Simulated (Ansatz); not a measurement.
## Which isomer of AlFHNSi gives these data?

These gas-phase data were calculated for one isomer of AlFHNSi at B3LYP/6-31G* (harmonic, unscaled wavenumbers; equilibrium rotational constants with average atomic masses):

* rotational constants: 20.98, 2.502, 2.235 GHz
* all wavenumbers above 1500 cm⁻¹: 3492
* dipole moment: 1.66 D (PBE0/def2-TZVPD)

Candidates:

(1) `[F][Al]1[NH][Si]1`, a singlet
(2) `[F][AlH][N]=[Si]`, a singlet

Which structure fits?

Candidate (1). The band at 3492 cm⁻¹ lies where the N–H stretch is expected; (2) has no mode between 3250 and 3800 cm⁻¹.

The same quantities for all candidates:

```tsv
	rotational constants (GHz)	wavenumbers above 1500 cm⁻¹	dipole (D)	E above the lowest, B3LYP/6-31G* (kcal/mol)
(1)	20.98, 2.502, 2.235	3492	1.66	25.5
(2)	22.66, 1.888, 1.743	2000	2.69	0.0
```

Each candidate is one conformer. Programs: Ansatz 0.2.0.

The rotational constants support the assignment independently of the N–H band. Closing the Al–N–Si ring draws the heavy atoms together, so (1) has larger B and C than the more extended chain (2). Both sets of constants also fit a planar frame within rounding. For (1) this implies a flat nitrogen, whose lone pair can probably donate into the empty p orbitals on aluminium and divalent silicon.

The single high band in each isomer shows where the hydrogen sits. The reduced masses of N–H and Al–H are nearly equal, so the drop from 3492 to 2000 cm⁻¹ mainly reflects the softer, more hydridic Al–H bond.

The structure that fits is nevertheless the less stable one, by 25.5 kcal/mol. Since N–H is the stronger bond to hydrogen, the order must come from the heavy-atom frame, probably from Si–N multiple bonding in (2) against ring strain in (1). Without a barrier for the hydrogen shift and ring opening, the energy gap doesn't show whether (1) would persist.
